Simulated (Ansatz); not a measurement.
## LiPb: the change of pressure with volume scale

Results calculated with Ansatz 0.2.0, not measured. Periodic Kohn-Sham DFT of a crystal at fixed atoms, scaled to volume_scale times the given cell; pressure positive in compression, energy less spherical unpolarised free atoms, largest_vzz the field gradient of largest size among the nuclei.

The cell before it is scaled or strained (space group Pm-3m, No. 221):
```
LiPb
1.0
      3.5220     0.0000     0.0000
      0.0000     3.5220     0.0000
      0.0000     0.0000     3.5220
Li Pb
1 1
Direct
  0.50000 0.50000 0.50000
  0.00000 0.00000 0.00000
```

Settings of every row: method frozen-core PAW; functional LDA; relativity scalar; k mesh 10x10x10; filling fermi-dirac; smearing width 0.03 eV; wave cutoff 420 eV; paw set soft_2.

Atom start moment: 0 on all atoms.

Limits: PAW files made with PBE; no spin-orbit coupling on heavy atoms.

```csv
row,volume scale,V (Å³/atom),pressure (GPa)
1,0.94,20.534,0.251
2,0.96,20.971,-0.607
3,0.98,21.407,-1.369
4,0.99,21.626,-1.718
5,1,21.844,-2.046
6,1.01,22.063,-2.354
7,1.02,22.281,-2.644
8,1.04,22.718,?
9,1.06,23.155,-3.629
```

Question: what pressure should row 8 give?

Worked fit of pressure. Take u = (V_r/V)^(2/3) − 1 with V_r = 21.735 Å³ an atom, which is twice the finite (Eulerian) strain; such expansions in the strain, on which the Birch-Murnaghan equation of state is built, carry the rest volume and the bulk modulus. The shown rows have u = 0.03862, 0.02414, 0.01019, 0.00336, -0.00333, -0.00994, -0.0164, -0.04131. Least squares give pressure = −1.8844 + 48.978 × u + 163.4 × u² GPa; a straight line predicts inner rows, each left out in turn, worse (root mean square 0.078 against 0.0007 GPa). The rows lie off it by 0.000, 0.000, -0.001, 0.000, 0.000, 0.001, 0.000, 0.000. The pressure vanishes at u = 0.0345, or V = 20.66 Å³ an atom, and there the bulk modulus at fixed shape and fractions is B = −V dP/dV = (2/3)(1 + u) dP/du = 41.6 GPa. The withheld row has u = -0.02906, so the fit gives −1.8844 + 48.978 × (-0.02906) + 163.4 × (-0.02906)² = -3.170 GPa.

The calculation gave -3.17 GPa. The fit meets it to the printed digit.
